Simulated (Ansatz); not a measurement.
# GdN: the change of pressure with volume per atom

All results are calculated (Ansatz 0.2.0). Periodic Kohn-Sham DFT of a crystal at fixed atoms; pressure and stress are positive in compression; the energy is the free energy less that of spherical unpolarised free atoms; site moments are those in the method's own spheres, positive along +z.

Cell of the first row (space group Fm-3m, No. 225):
```
CELL_PARAMETERS angstrom
0.00000 2.45710 2.45710
2.45710 0.00000 2.45710
2.45710 2.45710 0.00000
ATOMIC_POSITIONS crystal
Gd 0.00000 0.00000 0.00000
N 0.50000 0.50000 0.50000
```

Settings of every row: method frozen-core PAW; functional PBE; relativity scalar; k mesh 11x11x11; filling fermi-dirac; smearing width 0.05 eV; wave cutoff 420 eV; paw set soft_2.

Atom:
```
element  start moment (bohr magneton)
     Gd                             7
      N                             0
```

Limits: no spin-orbit coupling on heavy atoms; open f shell, the state may not be the lowest; with one magnetic atom in the cell only parallel moments are possible.

```
row  volume per atom (Å³)  pressure (GPa)
  1                14.835           6.767
  2                15.225           2.456
  3                15.616               ?
  4                16.006          -4.641
  5                16.396          -7.548
```

Cell moment is 7 bohr magneton in every row.

Question: what pressure should row 3 give?

Worked fit of pressure. Take u = (V_r/V)^(2/3) − 1 with V_r = 15.616 Å³ an atom, which is twice the finite (Eulerian) strain; such expansions in the strain, on which the Birch-Murnaghan equation of state is built, carry the rest volume and the bulk modulus. The shown rows have u = 0.0348, 0.01705, -0.01631, -0.03197. Least squares give pressure = −1.3309 + 212.68 × u + 572.96 × u² GPa; a straight line predicts inner rows, each left out in turn, worse (root mean square 0.37 against 0.015 GPa). The rows lie off it by 0.003, -0.006, 0.006, -0.003 (root mean square 0.0047 GPa). The withheld row has u = 0, so the fit gives −1.3309 + 212.68 × (0) + 572.96 × (0)² = -1.331 GPa.

The calculation gave -1.325 GPa. The fit lies 0.006 GPa (0.042 % of the column's range) below it; its largest miss of a shown row is 0.006 GPa.
